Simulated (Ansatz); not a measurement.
Ligand exchange: C3H8Te + SbH(CH3)(SiH3) → C2H8SiTe + SbH(CH3)2

Species: C3H8Te `CC[Te]C`, singlet; SbH(CH3)(SiH3), singlet; C2H8SiTe `CC[Te][SiH3]`, singlet; SbH(CH3)2, singlet. The partners trade CH3 for SiH3: Te–CH3 and Sb–SiH3 bonds give way to Te–SiH3 and Sb–CH3.

Shapes, held fixed at every level: PBE0-D4/def2-TZVP. Flexible molecules stand in one conformer, not always the lowest. Programs: Ansatz 0.2.0. The zero-point and thermal change to 298 K, harmonic and unscaled (PBE0-D4/def2-TZVP), is 0.0 kJ/mol.

```tsv
level	kind	ΔH(298 K) (kJ/mol)	less CCSD(T)/def2-TZVPP
PBE0-D4/def2-TZVPP	global hybrid	-35.5	+2.2
r2SCAN0-D4/def2-TZVPP	global hybrid	-38.7	-1.0
wB97X-V/def2-TZVPP	range-separated hybrid	-37.3	+0.4
MP2/def2-TZVPP	perturbation theory	-41.4	-3.7
CCSD/def2-SVP	coupled cluster or CI	-36.5	+1.2
CCSD/def2-TZVPP	coupled cluster or CI	-38.1	-0.4
CCSD(T)/def2-TZVPP	coupled cluster or CI	-37.7	0.0
```

The highest level, CCSD(T)/def2-TZVPP, gives ΔH(298 K) = -37.7 kJ/mol; the levels span -41.4 to -35.5. The column of differences is taken from that level and isn't an error. No measured value is set beside it here. For atoms past krypton def2 sets carry core potentials with scalar relativity. Outer-core shells of Sb, Te are correlated in most correlated rows, in sets that cover them unevenly.

The exchange is clearly exothermic at every level, so silyl favours tellurium over antimony more strongly than methyl does. Bond polarity points the same way: the electropositive silicon goes to the more electronegative chalcogen, while carbon pairs with the more electropositive antimony. Tellurium and antimony differ only slightly in electronegativity, however, so polarity probably isn't the whole cause. Better overlap in the Te–Si bond and some donation from the tellurium lone pairs into silyl σ* orbitals may add to it.

Two bonds are broken and two of related kinds formed, with no change in the number of molecules, so much of the correlation error cancels and the thermal term vanishes. Perturbative triples barely move the coupled-cluster result, whereas MP2 makes the exchange too exothermic relative to it, which suggests that second order overestimates the correlation contribution favouring the products. The reaction enthalpy fixes only the balance among four bonds and their surroundings; it doesn't show that Te–Si is stronger than Te–C.
